## X-ray form factors of 4p and 5p atoms: no row breaks, but the blocks differ

No atom from In to Xe breaks the rise of $f(s)$ with $Z$. Each step in $Z$ adds about 0.6 to 0.8 electron at $s = 0.3$ to $0.5$ Å⁻¹ and about 0.06 at $s = 6.0$, while an offset at half-filled Sb is below about 0.003 electron. The blocks do differ in slope, though with no sign of a jump: at $s = 6.0$ the mean slope is 0.029 per $Z$ from Ge to Kr, 0.040 from Kr to In and 0.064 from In to Xe.

B-spline radial code 1, non-relativistic Hartree-Fock for neutral, spherical 4p- and 5p-block atoms, with configuration average, point nucleus and basis-set limit. f(s) is the coherent X-ray scattering factor of the spherical density, with s = sin θ/λ in Å⁻¹; Σ<r²> is summed over all electrons.

| species | Z | configuration | f at s = 0.3 (electrons) | f at s = 0.35 (electrons) | f at s = 0.5 (electrons) | f at s = 6.0 (electrons) | Σ<r²> (bohr²) |
| --- | --- | --- | --- | --- | --- | --- | --- |
| Ge | 32 | [Ar] 3d10 4s2 4p2 | 22.112 | 20.538 | 16.188 | 1.004 | 42.17 |
| As | 33 | [Ar] 3d10 4s2 4p3 | 22.691 | 21.156 | 16.949 | 1.033 | 42.05 |
| Kr | 36 | [Ar] 3d10 4s2 4p6 | 24.392 | 22.763 | 18.820 | 1.118 | 39.53 |
| In | 49 | [Kr] 4d10 5s2 5p1 | 33.993 | 31.446 | 25.254 | 1.635 | 61.50 |
| Sn | 50 | [Kr] 4d10 5s2 5p2 | 34.721 | 32.214 | 25.926 | 1.693 | 63.68 |
| Sb | 51 | [Kr] 4d10 5s2 5p3 | 35.379 | 32.921 | 26.614 | 1.754 | 64.23 |
| Te | 52 | [Kr] 4d10 5s2 5p4 | 35.983 | 33.568 | 27.301 | 1.818 | 64.04 |
| I | 53 | [Kr] 4d10 5s2 5p5 | 36.555 | 34.163 | 27.971 | 1.884 | 63.46 |
| Xe | 54 | [Kr] 4d10 5s2 5p6 | 37.111 | 34.719 | 28.613 | 1.954 | 62.65 |

Here $f(s)$ is the sum over electrons of $\langle \sin qr/qr\rangle$ with $q = 4\pi s$, and Σ<r²> is the sum of their mean square radii. The level is non-relativistic Hartree-Fock. Residuals stand in the output after this page.

### Size of a possible break

Polynomials in $Z$ were fitted to the six 5p rows. A straight line misses $f$ by up to 0.09 electron and a cubic by 0.0013 at worst ($s = 0.35$), more than twice the rounding of 0.0005, so a little smooth curvature beyond the cubic remains. Taken one by one, all fourth differences stay within the 0.008 that rounding alone can produce. Read as an offset of Sb alone, the fifth difference gives at most 0.0012 against a rounding bound of 0.0016, assuming the smooth curve has no fifth-order part. The three unevenly spaced 4p rows allow no such test.

Σ<r²> peaks at Sb, and its differences do exceed rounding, but they decay steadily from the In end. Half-filling is not the cause, since the 4p values already fall from p² to p³. The orbitals of the same calculation show a balance: from Sn to I the 5p part grows from 25.05 to 36.00 bohr², while 5s, 4d and the deeper shells together shrink by slightly more.

### Why the trend is smooth

An electron scatters in phase only while $qr$ is below about 1. The expansion $Z - q^2\Sigma\langle r^2\rangle/6$ has failed by $s = 0.3$ ($q = 1.99$ bohr⁻¹), giving 12.4 for Xe against 37.111, because Σ<r²> is dominated by the outer electrons, which have already dropped out.

A crude form for one electron is $e^{-u}$ with $u = q^2\langle r^2\rangle/6$. For the 5p orbital of I, $u = 0.66 \times 7.2 = 4.8$, which leaves about 0.01 electron. In this form the added p electron is nearly invisible, and the gain comes mainly from the added proton, which the valence electron hardly screens from the inner shells. These are closed and contract steadily whatever the p count. Summed over the orbitals of Sn and I, the model gives a gain of 2.12 against 1.83 in the table at $s = 0.3$, and 2.01 against 2.05 at $s = 0.5$. It puts most of this in $n = 4$. A Gaussian has no negative lobe and the totals are off by up to half an electron, so "most" is all it supports.

The same form suggests why the steps drift. A given fractional contraction gains in proportion to $u\,e^{-u}$, which is largest at $u = 1$. At $s = 0.3$ the 4d shell moves away below that point (0.9 in Sn, 0.6 in I), but this lowers $u\,e^{-u}$ by only about a tenth, while the steps fall by about a quarter, from 0.728 to 0.556. The 4d shell also contracts less per step: its mean square radius shrinks by 13 % from In to Sn but by 9 % from I to Xe. For 4d alone that is more than enough to explain the rest, so steadier gains from other shells probably soften the fall. At $s = 0.5$ the 4d shell approaches the maximum from above, which counters the weakening contraction, and the steps stay nearly flat. The more compact 3d shell of As has $u \approx 1.0$ at $s = 0.5$, and Ge→As has the largest step there, 0.761. This is argued from three atoms; the rule it offers is that the shell of size near $\sqrt{6}/q$ sets the slope.

The shell-free Thomas-Fermi atom, with nothing fitted, lies within 2.5 % of the table for In to Xe at $s = 0.3$ to 0.5 but 5 to 9 % low for the 4p atoms, plausibly because of their compact 3d shell. It requires $f/Z$ to rise with $Z$, yet at $s = 0.5$ In (0.5154) lies below Kr (0.5228): the electrons added after Kr start in diffuse shells.

### The doubled slope at $s = 6.0$

At $q = 39.90$ bohr⁻¹ mainly the innermost shells scatter. Hydrogenic shells of charge $\zeta$, with $x = q/\zeta$, give

$$f_{1s} = \frac{2}{(1 + x^2/4)^2}, \qquad f_{2p} = \frac{6(1 - x^2)}{(1 + x^2)^4}.$$

With Slater screening and no fit, Xe has $\zeta_{1s} = 53.70$, $x^2/4 = 0.138$ and $f_{1s} = 1.544$. For 2p, $\zeta = 49.85$, $x^2 = 0.641$ and $f_{2p} = 6 \times 0.359/1.641^4 \approx 0.30$. The 2s pair adds −0.028, and the sum falls 0.140 short of 1.954, or 7 % of the table value.

The 1s pair alone would halve its slope, from 0.034 to 0.016, as it saturates towards 2. The 2p term is slightly negative and flat in the 4p atoms, changes sign at $Z = 44$ and climbs through the 5p block. With the 2s and 2p terms included the model slopes are 0.028 and 0.050, so 2p accounts for much of the doubling. The shortfall grows from 0.071 at In to 0.140 at Xe and persists for Sn and I with exponents from the computed $\langle 1/r\rangle$; the inner parts of the $n = 3$ shells are a guess for it. Relativity, absent here, contracts 1s and 2s and bears hardest on these heavy-atom values.

### Where a break would appear

Part of the smoothness is built in. Averaging over the configuration removes the extra exchange of the high-spin p³ term: the computed ionisation energies rise by 1.23 to 1.39 eV per step, with no trace of the small step after half-filling that the measured values show (0.40 eV from Sb to Te), though correlation and spin-orbit coupling are missing as well. By the argument above a true ground term would change mainly the valence density and so show little at $s \ge 0.3$; its size is not computed.

Breaks belong at small $s$, where the expansion holds and a diffuse new shell after a noble-gas core raises Σ<r²> sharply, and wherever an electron moves between an outer s shell and a d shell of size near $\sqrt{6}/q$. Near an absorption edge, anomalous dispersion, which is excluded here, singles out individual elements.

Output of the analysis:

```
q [1/bohr] at s=0.3,0.35,0.5,6.0: 1.99 2.33 3.32 39.90
steps per Z (e or bohr^2): Ge-As, As-Kr/3 | In..Xe | mean slope 4p, 5p
 f(0.3): 0.579 0.567 | 0.728 0.658 0.604 0.572 0.556 | 0.570 0.624
 f(0.35): 0.618 0.536 | 0.768 0.707 0.647 0.595 0.556 | 0.556 0.655
 f(0.5): 0.761 0.624 | 0.672 0.688 0.687 0.670 0.642 | 0.658 0.672
 f(6.0): 0.029 0.028 | 0.058 0.061 0.064 0.066 0.070 | 0.029 0.064
 r2: -0.120 -0.840 | 2.180 0.550 -0.190 -0.580 -0.810 | -0.660 0.230
In..Xe: max|res| degree 1,2,3 (row of worst cubic) | 4th diffs, bound | Sb offset -D5/10, bound
 f(0.3): 0.0810 0.0128 0.0005 Sb | 0.006 -0.006 0.008 | 0.0012 0.0016
 f(0.35): 0.0930 0.0065 0.0013 Sn | 0.007 0.005 0.008 | 0.0002 0.0016
 f(0.5): 0.0204 0.0110 0.0007 I | 0.001 0.005 0.008 | -0.0004 0.0016
 f(6.0): 0.0049 0.0004 0.0003 Te | -0.001 0.003 0.008 | -0.0004 0.0016
 r2: 1.4100 0.3982 0.0852 Sn | -0.540 -0.190 0.080 | -0.0350 0.0160
TF charge inside x=40: 0.9961; TF mean slope In..Xe [e/Z]: 0.777 0.737 0.630 0.055
row: f/Z at 4 s | (TF-table)/table % | N-q^2 r2/6 at s=0.3 [e]
 Ge: 0.6910 0.6418 0.5059 0.0314 | -8.3 -8.7 -6.8 -3.7 | 4.0
 As: 0.6876 0.6411 0.5136 0.0313 | -7.4 -8.1 -7.6 -2.1 | 5.1
 Kr: 0.6776 0.6323 0.5228 0.0311 | -4.7 -5.4 -7.4 2.8 | 9.8
 In: 0.6937 0.6418 0.5154 0.0334 | -2.5 -1.8 0.3 10.2 | 8.2
 Sn: 0.6944 0.6443 0.5185 0.0339 | -2.4 -1.9 0.1 9.6 | 7.8
 Sb: 0.6937 0.6455 0.5218 0.0344 | -2.0 -1.8 -0.1 8.9 | 8.4
 Te: 0.6920 0.6455 0.5250 0.0350 | -1.5 -1.5 -0.3 8.0 | 9.5
 I: 0.6897 0.6446 0.5278 0.0355 | -0.9 -1.0 -0.4 7.2 | 10.9
 Xe: 0.6872 0.6429 0.5299 0.0362 | -0.3 -0.5 -0.4 6.2 | 12.4
s=6, Slater screening 0.30/4.15; 2p changes sign at Z=44.0: 1s 2s 2p | table-1s, table-sum [e]
 Ge: 1.026 0.075 -0.073 | -0.022 -0.025
 As: 1.062 0.072 -0.076 | -0.029 -0.025
 Kr: 1.161 0.056 -0.078 | -0.043 -0.021
 In: 1.467 -0.024 0.122 | 0.168 0.071
 Sn: 1.483 -0.026 0.153 | 0.210 0.083
 Sb: 1.500 -0.028 0.186 | 0.254 0.096
 Te: 1.515 -0.029 0.221 | 0.303 0.110
 I: 1.530 -0.029 0.259 | 0.354 0.124
 Xe: 1.544 -0.028 0.298 | 0.410 0.140
 slope per Z 4p, 5p: 1s 0.034 0.016 | sum 0.028 0.050
Gaussian shell sum minus table at s=0.3,0.35,0.5 | s=6 table-sum, exponents from <1/r> | r2 last 3 shells, rest
 As: 0.07 -0.02 -0.43 | -0.019 | 5.56 9.45 23.15 3.89
 Sn: 0.18 0.18 0.44 | 0.105 | 13.77 15.26 25.05 9.59
 I: 0.47 0.45 0.40 | 0.153 | 9.71 9.94 36.00 7.79
 Sn->I gain s=0.3: table 1.83, model 2.12; n<=3, n=4, n=5: 0.2 1.8 0.1
 Sn->I gain s=0.35: table 1.95, model 2.22; n<=3, n=4, n=5: 0.3 1.9 0.0
 Sn->I gain s=0.5: table 2.05, model 2.01; n<=3, n=4, n=5: 0.5 1.5 0.0
IE steps In..Xe [eV] computed: 1.23 1.25 1.29 1.34 1.39 | measured: 1.56 1.26 0.40 1.44 1.68
```
